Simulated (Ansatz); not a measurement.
# Trial structures of BiTe: starts and ends

Level of theory: DFT PBE, scalar-relativistic, plane waves, PAW in Ansatz. All cells share a 420 eV cutoff and Γ-centred k meshes spaced at most about 0.3 Å⁻¹ (about 0.25 or finer for metals, 2π included). No spin polarisation in the final relaxations.

Each guess was relaxed in cell and atoms at zero pressure, within the symmetry of its start. All energies are static (0 K, no zero-point motion). Coordination counts Te atoms around Bi (those within 1.25 times the shortest such distance or 1.15 times the sum of covalent radii).

```tsv
guess	made from	start group	V start (Å³/atom)	end group	V end (Å³/atom)	coordination at the end	gap on mesh (eV)	E over the lowest end (meV/atom)
1	random cell	P-6m2	34.0	P-6m2 (tungsten carbide)	33.1	Bi 6	0	77
2	a Materials Project cell	R-3m	33.7	R-3m	33.7	Bi 6	0	0
3	CdTe type	P6_3mc	39.6	?	?	?	?	?
4	a cell as deposited in COD	Fm-3m	33.9	Fm-3m (rock salt)	34.4	Bi 6	0	4
5	random cell	P6mm	34.6	P6/mmm	32.5	Bi 2	0	171
```

Guess 3 as it starts:

```yaml
crystal:
  lattice:
    - [4.81230, 0.00000, 0.00000]
    - [-2.40615, 4.16758, 0.00000]
    - [0.00000, 0.00000, 7.89620]
  atoms:
    - { symbol: Bi, position: [0.33333, 0.66667, 0.37464] }
    - { symbol: Bi, position: [0.66667, 0.33333, 0.87464] }
    - { symbol: Te, position: [0.33333, 0.66667, 0.00036] }
    - { symbol: Te, position: [0.66667, 0.33333, 0.50036] }
```

**Question.** Predict the end of this guess and its energy over the lowest end.

**Answer.** It ends in space group P6_3/mmc (No. 194), with a = 5.471 Å, c = 6.524 Å, 42.3 Å³/atom and no gap. It lies 165 meV/atom over the lowest end, above guess 1 and within the noise of guess 5. Counting Te atoms around Bi, this end has Bi 5 and the lowest (guess 2) has Bi 6.

```cif
data_structure
_symmetry_space_group_name_H-M 'P6_3/mmc'
_symmetry_Int_Tables_number 194
_cell_length_a 5.4707
_cell_length_b 5.4707
_cell_length_c 6.5241
_cell_angle_alpha 90.000
_cell_angle_beta 90.000
_cell_angle_gamma 120.000
_cell_volume 169.09
loop_
_atom_site_label
_atom_site_type_symbol
_atom_site_symmetry_multiplicity
_atom_site_Wyckoff_symbol
_atom_site_fract_x
_atom_site_fract_y
_atom_site_fract_z
_atom_site_occupancy
Bi1 Bi 2 c 0.33333 0.66667 0.25000 1
Te1 Te 2 d 0.33333 0.66667 0.75000 1
```

Formation energies are uncorrected and refer to the elements' standard structures at the same level.

**Question.** Is the lowest end bound against the elements?

**Answer.** Yes: its formation energy is −0.08 eV/atom. Whether it is stable depends on the other phases of the system, which aren't compared here.

For metals, differences of a few meV/atom aren't resolved. These runs have no spin–orbit coupling, which can matter for Bi and Te. In R-3m, Fm-3m, P-6m2, P6/mmm an odd number of electrons in the primitive cell allows no gap without spin; a larger cell or a magnetic state could open one. A magnetic state wasn't ruled out in cells without spin, among them R-3m, Fm-3m, P-6m2, P6/mmm. The reference form of Te is held partly by dispersion forces, which this level lacks. Cells relaxed within their symmetry can be saddle points. Some structure types and database cells were kept out of the candidates from the start, so a known form may be missing.

The two best ends, R-3m and rock salt, are too close to rank, while the other three lie clearly higher. Bonding between Bi 6p and Te 5p orbitals explains much of this: with the s electrons largely held back as lone pairs, p orbitals favour near-right-angled, octahedral surroundings over sp³ tetrahedra. The neighbour count alone isn't enough, since the tungsten carbide end also has six Te around Bi, but in a prism that breaks up the straight Te–Bi–Te links. Nor does density decide, as the most compact end is the highest in energy.

The wurtzite-like guess flattens into planar layers with five Te around Bi, without recovering the octahedral p bonding. BiTe has one valence electron more than PbTe, which probably fills antibonding p states and weakens the rock salt arrangement. Real BiTe relieves this by forming Bi–Bi bonds in bilayers between Bi₂Te₃-like blocks. That long-period trigonal stacking isn't among these ends, so the ranking doesn't identify the ground state.
